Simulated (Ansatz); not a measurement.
A series in temperature on C

Harmonic phonon free energy (zero-point part included), entropy and heat capacity at constant volume from interpolated force constants; periodic cell, basis, potentials, k mesh and filling as listed. The results are calculated, by Ansatz 0.2.0.

Structure of every row (space group Fd-3m, No. 227):
```
CELL_PARAMETERS angstrom
0.00000 1.78340 1.78340
1.78340 0.00000 1.78340
1.78340 1.78340 0.00000
ATOMIC_POSITIONS crystal
C 0.00000 0.00000 0.00000
C 0.25000 0.25000 0.25000
```

Settings of every row: functional LDA; dispersion none; potentials PAW; wave cutoff 450 eV; density cutoff 1800 eV; k mesh 8x8x8; k shift 0x0x0; occupations fixed; smearing width 0 eV; spin none; phonon method finite displacements; phonon supercell 2x2x2; dipole term of polar modes left out.

Limits: small supercell for force constants; volume not checked for rest.

```csv
row,temperature (K),phonon entropy (k_B/atom),phonon free energy (meV/atom),phonon heat capacity (k_B/atom)
1,160,0.06,177.92,0.182
2,240,0.19,177.1,0.504
3,320,0.389,175.14,0.897
4,400,0.63,171.64,1.274
5,480,0.892,166.4,1.592
6,560,1.157,159.34,1.848
7,640,1.418,150.46,2.049
8,720,1.668,139.81,2.207
9,800,?,?,?
10,880,2.135,113.54,2.43
11,960,2.35,98.08,2.51
```

Question: what phonon entropy should row 9 give?

Worked fit of phonon entropy. Entropy rises as the heat capacity times the change of ln T, so take t = ln(T / 300 K). The shown rows have t = -0.6286, -0.2231, 0.0645, 0.2877, 0.47, 0.6242, 0.7577, 0.8755, 1.0761, 1.1632. Least squares give phonon entropy = 0.3261 + 0.87485 × t + 0.74495 × t² k_B/atom; a straight line predicts inner rows, each left out in turn, worse (root mean square 0.2 against 0.013 k_B/atom). The rows lie off it by -0.011, 0.022, 0.003, -0.009, -0.010, -0.005, 0.001, 0.005, 0.005, -0.002 (root mean square 0.0094 k_B/atom). The slope at t = 0, 0.875 k_B/atom, estimates the heat capacity at 300 K. The withheld row has t = 0.9808, so the fit gives 0.3261 + 0.87485 × (0.9808) + 0.74495 × (0.9808)² = 1.901 k_B/atom.

The calculation gave 1.908 k_B/atom. The fit lies 0.007 k_B/atom (0.31 % of the column's range) below it; its largest miss of a shown row is 0.022 k_B/atom.

The other values of row 9: phonon free energy 127.48 meV/atom; phonon heat capacity 2.331 k_B/atom.
